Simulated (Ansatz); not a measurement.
## TaN: energy above lowest point against volume scale

All results are calculated (Ansatz 0.2.0). Free energy against uniform scaling of the volume at fixed shape and fractions; periodic cell, basis, potentials, k mesh and filling as listed.

The cell before it is scaled or strained (space group Fm-3m, No. 225):
```
cell vectors (Å)
   0.0000     2.1790     2.1790
   2.1790     0.0000     2.1790
   2.1790     2.1790     0.0000
atoms (fractions of the cell vectors)
Ta  0.50000  0.50000  0.50000
N   0.00000  0.00000  0.00000
```

Settings of every row: functional PBE; dispersion none; potentials PAW; wave cutoff 500 eV; density cutoff 2000 eV; k mesh 11x11x11; k shift 0x0x0; occupations cold; smearing width 0.05 eV; spin none.

Limits: coarse k mesh, up to 40 meV an atom off; no spin-orbit coupling, which can matter with elements this heavy.

```
row  volume scale  V (Å³/atom)  energy above lowest point (meV/atom)
  1          0.88        9.104                                 359.8
  2          0.92        9.518                                 187.8
  3          0.96        9.932                                  78.1
  4             1       10.346                                     ?
  5          1.04        10.76                                     0
  6          1.08       11.174                                  14.5
  7          1.12       11.587                                  55.8
```

Question: what energy above lowest point should row 4 give?

Worked fit of energy above lowest point. Take u = (V_r/V)^(2/3) − 1 with V_r = 10.346 Å³ an atom, which is twice the finite (Eulerian) strain; such expansions in the strain, on which the Birch-Murnaghan equation of state is built, carry the rest volume and the bulk modulus. The shown rows have u = 0.089, 0.05719, 0.0276, -0.02582, -0.05003, -0.07274. Least squares give energy above lowest point = 18.66 + 1410.1 × u + 26773 × u² + 5061 × u³ meV/atom; a parabola predicts inner rows, each left out in turn, worse (root mean square 0.91 against 0.034 meV/atom). All shown rows lie on it to the printed digit. Its lowest point lies at u = -0.0265, or V = 10.77 Å³ an atom, and the curvature there gives the bulk modulus at fixed shape and fractions, B = (4/9)(1 + u)² E″(u)/V = 330 GPa. The withheld row has u = 0, so the fit gives 18.66 + 1410.1 × (0) + 26773 × (0)² + 5061 × (0)³ = 18.7 meV/atom.

The calculation gave 18.7 meV/atom. The fit meets it to the printed digit.
